**Question.** In the triazole ring below, three nitrogen atoms sit side by side. N5 carries the isopropyl group; N3 and N4 carry no substituent. C2 and C9 complete the ring, C2 bearing the methyl group C1 and C9 the silyl group. Predict the chemical shifts of C1, C2, N3 and N4, with error bars, and say whether atomic charge is a safe guide.

C6H13N3Si (SMILES Cc1nnn(C(C)C)c1[SiH3]) in the gas phase, computed with PySCF 2.14.0 at the PBE0/pcSseg-1 level (GIAO, non-relativistic, density fitting) on a GFN2-xTB geometry. Shifts are relative to NH3 for N and TMS for C, H and Si at the same level; span is highest less lowest principal shielding. Atoms are numbered in SMILES order, hydrogens last, and equivalent atoms are averaged.

| atom | equivalent | bonded to | shift (ppm) | shielding (ppm) | paramagnetic part (ppm) | span (ppm) | IAO charge (e) |
| --- | --- | --- | --- | --- | --- | --- | --- |
| C1 | 1 | C H H H | ? | ? | ? | ? | ? |
| C2 | 1 | C C N | ? | ? | ? | ? | ? |
| N3 | 1 | C N | ? | ? | ? | ? | ? |
| N4 | 1 | N N | ? | ? | ? | ? | ? |
| N5 | 1 | C C N | 293.5 | -25.8 | -363.4 | 281 | 0.05 |
| C6 | 1 | C C H N | 55.0 | 131.9 | -111.6 | 43 | 0.01 |
| C7 | 2 | C H H H | 26.2 | 160.7 | -87.0 | 40 | -0.42 |
| C9 | 1 | C N Si | 124.1 | 62.8 | -195.5 | 148 | -0.29 |
| Si10 | 1 | C H H H | -93.9 | 443.1 | -440.4 | 37 | 0.59 |
| H11 | 3 | C | 2.6 | 29.1 | 0.7 | 11 | 0.16 |
| H14 | 1 | C | 4.3 | 27.4 | -6.9 | 10 | 0.14 |
| H15 | 6 | C | 1.7 | 30.0 | -0.7 | 10 | 0.15 |
| H21 | 3 | Si | 4.5 | 27.2 | -3.4 | 9 | -0.11 |

The shielding is the fraction, in parts per million, by which the electrons weaken the applied magnetic field at a nucleus. The shift is the shielding of a reference compound less that of the atom, so a poorly shielded atom has a high shift. Only shifts of the same element may be compared, because each element has its own reference shielding.

**Model answer**

Charge is tempting: an electron-rich atom ought to be well shielded. One pair of the known carbons contradicts this. C9 is more negative than C6 (−0.29 against 0.01 elementary charges), yet its shift is 69 ppm higher. What does follow the shift from C7 to C6 to C9 is the paramagnetic part of the shielding, which grows steadily more negative.

That part has a simple origin in Ramsey's theory. A magnetic field tries to rotate the electron cloud about the field direction, and so mixes occupied orbitals with vacant ones. The mixing is strong when the energy gap between them is small, and the resulting currents usually take shielding away. What counts is therefore which orbitals lie close in energy and can be turned into each other, more than how many electrons the atom holds.

The ring nitrogens differ in just this respect. N5 uses three bonds in the ring plane, and its lone pair belongs to the π system above and below the plane. N3 and N4 form only two such bonds each, and their lone pairs point outward in the plane. A quarter turn carries such a lone pair into the vacant π* orbitals, which lie close in energy. N5 has no in-plane lone pair to offer, so N3 and N4 should be less shielded.

The turn works mainly for one field direction, lying in the plane and across the lone pair. The shielding should therefore depend more on direction at N3 and N4. The span, the highest less the lowest principal value of the shielding, measures this dependence.

For numbers, take a related atom in the same molecule and add the rough, recalled difference between two such positions in related molecules. An error in the reference then cancels, as does any error of the method that both atoms share. For N3 the anchor is N5 and the step is 120 ppm:

$$293.5 + 120 = 413.5\ \text{ppm}.$$

The steps are empirical and were chosen without the four hidden results; the error bars are judgements.

- N3: about 414 ± 25 ppm.
- N4: N5 plus 130, about 424 ± 25 ppm. Its place above N3 is only a leaning.
- C2: C9 plus 26, about 150 ± 8 ppm, since it bears methyl instead of silyl and is not next to N5.
- C1: C7 minus 13, about 13 ± 4 ppm, since methyl groups on such rings usually have low shifts.

Three further forecasts go with these. The spans of N3 and N4 should exceed that of N5 by at least 100 ppm. Both atoms should be more negative than N5 although less shielded, and C2 should be less negative than C9.

**Computed results**

The withheld rows as computed:

| atom | equivalent | bonded to | shift (ppm) | shielding (ppm) | paramagnetic part (ppm) | span (ppm) | IAO charge (e) |
| --- | --- | --- | --- | --- | --- | --- | --- |
| C1 | 1 | C H H H | 14.6 | 172.3 | -75.0 | 26 | -0.44 |
| C2 | 1 | C C N | 154.5 | 32.4 | -231.2 | 155 | 0.07 |
| N3 | 1 | C N | 388.1 | -120.4 | -453.4 | 516 | -0.21 |
| N4 | 1 | N N | 405.3 | -137.6 | -458.7 | 541 | -0.13 |

Three of the four shifts fall within their ranges. N3 does not: its forecast is 25.4 ppm too high, just beyond the error bar. N4 is also forecast too high, by 18 ppm, while C2 and C1 are forecast too low by about 4 and 1 ppm. The three further forecasts hold, and N4 does lie above N3. The printed output after this text sets each forecast beside its computed value.

**Remarks on the reasoning**

*The nitrogens.* The main contrast came out as argued: N3 and N4 lie 95 and 112 ppm above N5. Most of this difference sits in the paramagnetic part. The division into parts depends on how the calculation treats the origin of the magnetic field, so it supports the argument but is not itself measurable. That the in-plane lone pairs are responsible remains an inference from theory, as the results are not resolved by orbital.

*What the span can show.* The spans grow as forecast, but a wider span does not by itself show that the loss lies in one direction. The shielding is the mean of three principal values. Compared in order of size, the lowest and the middle one fall by similar amounts from N5 to N3, while the highest rises. Order of size, however, need not keep the directions matched. The lowest value at N5 and the middle one at N3 are only about 5 ppm apart. Suppose that both belong to the in-plane direction that points away from the centre of the ring. Then the other in-plane value drops from near zero at N5 to the lowest value at N3, which is more than enough to explain the loss. The lone-pair picture calls for this second reading, but deciding between the two needs the directions of the principal axes, which are not given here.

*Why both nitrogen forecasts are too high.* The two errors have the same sign and similar size, which points to the shared anchor or to steps that are too large in general. One possible reason is the isopropyl group. A branched alkyl group tends to lower the shielding of the nitrogen that bears it, so N5 may already stand high, and a step taken from molecules without such a group would then overshoot. The same calculation with methyl in place of isopropyl would test this guess.

*The order of N3 and N4.* The correct order does not test the mechanism: both atoms have an in-plane lone pair, and the argument does not rank them. The forecast of this order rested on experience with related rings.

*Charge.* N3 and N4 are more negative than N5 by 0.26 and 0.18 elementary charges, yet less shielded, so the simple charge rule puts N5 on the wrong side of both. For the pair C2 and C9 it happens to point the right way: C2 is less negative and has the higher shift. Among the carbons, in fact, only the pair C6 and C9 breaks the rule, but it does so by 69 ppm. A rule that often works and can fail by so much is no safe basis for assigning a spectrum. It also depends on how charge is defined: Hirshfeld charges and charges fitted to the electrostatic potential show the same failures for N5 and for C6 and C9, whereas Mulliken charges reverse both orders.

*The carbons.* Their forecasts are closer, but they explain less. Going from C9 to C2 exchanges silyl for methyl and moves away from N5 at the same time, so the 30 ppm between them cannot be shared out between the two changes. The step for C1 is a rule of experience as well.

*Use in practice.* Pyridine shows the same principle in reverse: when a proton binds to its in-plane lone pair, the nitrogen becomes much better shielded. In a nitrogen spectrum of this triazole, N5 should be easy to tell from the other two, whereas N3 and N4 lie close enough for solvent to matter. The calculation also uses a single conformer and leaves out vibrational averaging. The reference here is an isolated ammonia molecule, which is roughly 20 ppm better shielded than liquid ammonia. Shifts quoted against the liquid are lower by about that amount.

Output of the analysis:

```
C9 less C6, shift [ppm]: 69.1
C9 less C6, paramagnetic part [ppm]: -83.9
C9 less C6, remainder of shielding [ppm]: 14.8
C1 forecast shift [ppm]: 13.2
C1 error bar, plus or minus [ppm]: 4
C1 computed shift [ppm]: 14.6
C1 miss, forecast less computed [ppm]: -1.4
C2 forecast shift [ppm]: 150.1
C2 error bar, plus or minus [ppm]: 8
C2 computed shift [ppm]: 154.5
C2 miss, forecast less computed [ppm]: -4.4
N3 forecast shift [ppm]: 413.5
N3 and N4 error bar, plus or minus [ppm]: 25
N3 computed shift [ppm]: 388.1
N3 miss, forecast less computed [ppm]: 25.4
N4 forecast shift [ppm]: 423.5
N4 computed shift [ppm]: 405.3
N4 miss, forecast less computed [ppm]: 18.2
N3 less N5, shift [ppm]: 94.6
N4 less N5, shift [ppm]: 111.8
N4 less N3, shift [ppm]: 17.2
N3 less N5, paramagnetic part [ppm]: -90
N4 less N5, paramagnetic part [ppm]: -95.3
N3 less N5, remainder of shielding [ppm]: -4.6
N4 less N5, remainder of shielding [ppm]: -16.5
N3 less N5, span [ppm]: 235
N4 less N5, span [ppm]: 260
N3 less N5, IAO charge [e]: -0.26
N4 less N5, IAO charge [e]: -0.18
C2 less C9, shift [ppm]: 30.4
C2 less C9, paramagnetic part [ppm]: -35.7
C2 less C9, remainder of shielding [ppm]: 5.3
C2 less C9, IAO charge [e]: 0.36
C1 less C7, shift [ppm]: -11.6
C1 less C7, paramagnetic part [ppm]: 12
C1 less C7, remainder of shielding [ppm]: -0.4
```
